Dear colleague,

The O–H–H bend frequencies that enter a variational rate constant for O(³P) + H₂ agree between programs at the saddle point, yet can differ by tens of cm⁻¹ a short way down the path on the same surface. The cause is one assumption, that the dividing surface is flat.

**Where the assumption enters**

Let $\mathbf x$ be mass-weighted Cartesian coordinates, $\mathbf x_0(s)$ the minimum-energy path, and $s$ its arc length, negative on the reactant side. The gradient $\nabla V$ lies along the path, and $\mathbf F$ is the Hessian. The recipe of Miller, Handy and Adams (1980) diagonalises $(1-\mathbf P)\mathbf F(1-\mathbf P)$, where $\mathbf P$ projects on translations, rotations and the gradient direction (at the saddle, the unstable eigenvector). This leaves $3N-7$ modes for a bent path. Our path is collinear, with only two rotations, so $3N-6=3$ modes remain: one stretch and a doubly degenerate bend.

The recipe takes a mode to be a straight line, $\mathbf x=\mathbf x_0+\mathbf L Q$ with $\mathbf P\mathbf L=0$ and $|\mathbf L|=1$. Then $\nabla V\cdot\mathbf L=0$ and $\omega^2=\mathbf L^T\mathbf F\mathbf L$. Allow the line to curve, $\mathbf x=\mathbf x_0+\mathbf LQ+\tfrac12\mathbf K Q^2$, and
$$V=V_0+\tfrac12\left(\mathbf L^T\mathbf F\mathbf L+\nabla V\cdot\mathbf K\right)Q^2+O(Q^3).$$
The new term is of the same order in $Q$ as the Hessian term, while the kinetic energy changes only at higher order. It vanishes at stationary points. For internal coordinates $q_a$, with $g_a=\partial V/\partial q_a$, $f_{ab}=\partial^2V/\partial q_a\partial q_b$ and $B_{ai}=\partial q_a/\partial x_i$, the chain rule says the same:
$$\mathbf F=\mathbf B^T\mathbf f\,\mathbf B+\sum_a g_a\,\frac{\partial^2q_a}{\partial\mathbf x\,\partial\mathbf x}.$$
Modes that are straight in the $q_a$ feel only the first term. Modes that are straight in $\mathbf x$ feel both.

**The correction for a collinear ABC bend**

Let $r_1=r_{AB}$, $r_2=r_{BC}$. On the line both are linear in the Cartesians, so the stretch frequency is unaffected. For transverse displacements $y$, set $\delta_1=y_A-y_B$ and $\delta_2=y_C-y_B$. The deviation from linearity is $\phi=\delta_1/r_1+\delta_2/r_2$ to first order, and bond $i$ lengthens to $\sqrt{r_i^2+\delta_i^2}\approx r_i+\delta_i^2/2r_i$. The bend gradient vanishes by symmetry, so
$$V-V_0=\tfrac12 f_\phi\phi^2+\frac{g_1\delta_1^2}{2r_1}+\frac{g_2\delta_2^2}{2r_2}.$$
The curvilinear bend holds $r_1,r_2$ fixed and has only the first term.

Projecting out translation and rotation requires $\sum m_jy_j=0$ and $\sum m_jX_jy_j=0$, with $X_j$ the positions on the axis. Write $\phi=\sum b_jy_j$ with $\mathbf b=(1/r_1,\,-1/r_1-1/r_2,\,1/r_2)$. Since $\sum b_j=\sum b_jX_j=0$, the solution is $y_j=\phi\,b_j/(m_jG_\phi)$ with $G_\phi=\sum b_j^2/m_j$, and $Q=\phi/\sqrt{G_\phi}$. Hence $\delta_i=\lambda_ir_i\phi$, where
$$\lambda_1G_\phi=\frac1{m_Ar_1^2}+\frac1{m_Br_1}\Big(\frac1{r_1}+\frac1{r_2}\Big),\qquad \lambda_2=1-\lambda_1,$$
and
$$\omega_{\rm rect}^2-\omega_{\rm curv}^2=G_\phi\left(g_1r_1\lambda_1^2+g_2r_2\lambda_2^2\right),\qquad\omega^2_{\rm curv}=G_\phi f_\phi .$$
A bond with $g_i<0$, which gains energy by lengthening, softens the straight-line bend. If $g_1$ and $g_2$ have opposite signs the terms can cancel, so $g=0$ is sufficient for agreement without being necessary.

The path fixes the direction of $\mathbf g$. Steepest descent gives $\mathbf g=V'(s)\,\mathbf G_r^{-1}\,d\mathbf r/ds$, where $\mathbf G_r$ is Wilson's matrix for the two stretches and, with $M$ the total mass,
$$\mathbf G_r^{-1}=\frac1M\begin{pmatrix}m_A(m_B+m_C)&m_Am_C\\ m_Am_C&m_C(m_A+m_B)\end{pmatrix}.$$
Let $\mathbf t=(1,-\kappa)$ point towards reactants in $(r_1,r_2)$, and $\mathbf n=\mathbf G_r^{-1}\mathbf t/\sqrt{\mathbf t^T\mathbf G_r^{-1}\mathbf t}$. Then $\mathbf g=-V'\mathbf n$, and
$$\omega_{\rm rect}^2-\omega_{\rm curv}^2=-C\,V'(s),\qquad C=G_\phi\sum_i n_ir_i\lambda_i^2 .$$
Near the saddle $V'=-\omega_\ddagger^2s$, with $i\omega_\ddagger$ the imaginary frequency, so the difference is $C\omega_\ddagger^2s$ to first order in $s$. The constant $C$ is a curvature. A point at $Q$ on the flat surface has the bond lengths, apart from a component along the bound stretch, of a point displaced along the path by $\Delta s=-\tfrac12CQ^2$.

**Size for O + H₂**

I use a quadratic model of the saddle. The masses are 15.995 and 1.008 amu, and approximately $r_1=r_{\rm OH}=1.22$ Å, $r_2=r_{\rm HH}=0.90$ Å. The stretch constants $f_{11}=0.10$, $f_{12}=1.70$, $f_{22}=1.40$ mdyn/Å are illustrative, chosen so that the collinear frequencies come out typical for this saddle: $1846i$ and 1605 cm⁻¹, with $\kappa=1.056$ from the unstable eigenvector. The collinear ³Π state splits on bending into ³A″ and ³A′ sheets, for which I take $\omega_{\rm curv}\approx500$ and 850 cm⁻¹ as approximate inputs, held fixed along $s$. The sheets coincide on the line, so they share $\mathbf g$ and the shift in $\omega^2$.

One finds $G_\phi=4.965$ amu⁻¹ Å⁻², $\lambda_1=0.325$, $\lambda_2=0.675$, $\mathbf n=(0.862,-0.112)$ amu$^{1/2}$ and
$$C=0.291-0.121=0.170\ \text{amu}^{-1/2}\,\text{bohr}^{-1}.$$
At $s=-0.1$ amu$^{1/2}$ bohr the potential lies 0.40 kcal/mol below the saddle, with $g_1=-0.092$ and $g_2=+0.012$ mdyn. The two terms $g_ir_i\lambda_i^2$ are $-0.0118$ and $+0.0049$ mdyn Å, against $f_\phi=0.0297$ mdyn Å on ³A″, a reduction of 23%. The bend falls from 500 to 438 cm⁻¹, and the zero-point energy of the pair by 0.18 kcal/mol. On ³A′ the same shift takes 850 to 815 cm⁻¹.

The two collinear frequencies do not fix $\kappa$, and $C$ is a difference of two terms. The table varies $\kappa$ at fixed $\omega_\ddagger$ and geometry for ³A″. The factor $\rho=[\sinh(\hbar\omega_{\rm curv}/2k_BT)/\sinh(\hbar\omega_{\rm rect}/2k_BT)]^2$ is the ratio of the bend partition functions, rectilinear over curvilinear, at 300 K. It multiplies the generalised transition-state rate constant for a surface placed at that $s$.

| $\kappa$ | $C$ (amu$^{-1/2}$ bohr⁻¹) | $\omega_{\rm rect}$ (cm⁻¹), $s=-0.1$ | $\rho$, $s=-0.1$ | $\omega_{\rm rect}$ (cm⁻¹), $s=+0.1$ | $\rho$, $s=+0.1$ |
|---|---|---|---|---|---|
| 0.90 | 0.38 | 345 | 2.66 | 617 | 0.52 |
| 1.056 | 0.17 | 438 | 1.44 | 555 | 0.73 |
| 1.20 | −0.02 | 508 | 0.95 | 492 | 1.05 |

$C$ vanishes at $\kappa=1.18$ although the gradient does not. The spread between rows also sizes a neglected term. The true path curves, which the quadratic model cannot describe, and a turn of the tangent from the middle row to either neighbour changes $C$ by more than its own value. The direction is certain: $\kappa\to0$ in the entrance valley and $\kappa\to\infty$ in the exit valley. All elements of $\mathbf G_r^{-1}$ are positive, so $C>0$ where $V'>0$ on the entrance flank and $C<0$ where $V'<0$ on the exit flank. Far enough out the rectilinear bend is therefore the softer one on both flanks, and it turns imaginary wherever $CV'$ exceeds $\omega_{\rm curv}^2$.

**What reaches the rate constant**

Linearised in $s$, the pair of bends adds $\hbar C\omega_\ddagger^2s/2\omega_{\rm curv}$ to the vibrationally adiabatic ground-state curve. Added to $-\tfrac12\omega_\ddagger^2s^2$, this translates the parabola by
$$s^*=\frac{\hbar C}{2\omega_{\rm curv}}=0.020\ \text{amu}^{1/2}\,\text{bohr}$$
and raises its top by $\tfrac12\omega_\ddagger^2s^{*2}=6$ cm⁻¹. The curvature is unchanged, and so is a parabolic tunnelling factor. The translation is largely a relabelling, because $\langle Q^2\rangle=\hbar/\omega_{\rm curv}$ for the two components together gives $\langle\Delta s\rangle=-s^*$.

The 6 cm⁻¹ should not be believed, since a quartic term rivals it. The zero-point bend amplitude is large, 23° root-mean-square per component. If the faster stretch relaxes adiabatically, the flat surface samples $-\tfrac12\omega_\ddagger^2(s+\Delta s)^2$, which contains $-\tfrac12\omega_\ddagger^2\langle\Delta s^2\rangle$. For the two-dimensional oscillator ground state $\langle Q^4\rangle=2\langle Q^2\rangle^2$, so this term is $-\omega_\ddagger^2s^{*2}=-12$ cm⁻¹, enough to reverse the sign of the change at the top. Relative to the harmonic correction it is $s^*/|s|$, or 20% at $|s|=0.1$. The slope of $\omega_{\rm curv}^2$ along the path produces another quartic term, twice as large as this one if that slope has the magnitude $C\omega_\ddagger^2$, and it cannot be fixed without cubic force constants.

The correction matters at first order when something else, such as the $s$-dependence of the stretch zero-point energy, moves the bottleneck to $s_0\neq0$. The barrier top then shifts by $\omega_\ddagger^2s_0s^*$, which is the linearised zero-point difference at $s_0$, and $\rho$ near $s_0$ is the change in the rate constant. It also matters on the flanks, where softening on both sides narrows the adiabatic barrier through which low-temperature tunnelling is computed.

Neither convention is exact, and a bend at fixed Jacobi distances would define a third surface with another $C$. Classically, the flux through any surface that separates reactants from products bounds the rate from above, so the surface with the smaller flux is the better one. For a bottleneck 0.1 amu$^{1/2}$ bohr from the saddle, the model puts the choice at about 60 cm⁻¹ in the ³A″ bend and a factor of 0.7 to 1.4 at 300 K. These numbers are the model's. The frequencies were chosen to be typical and $\kappa$ was not constrained, so on an actual O + H₂ surface the effect at that distance could be almost nil or more than twice as large.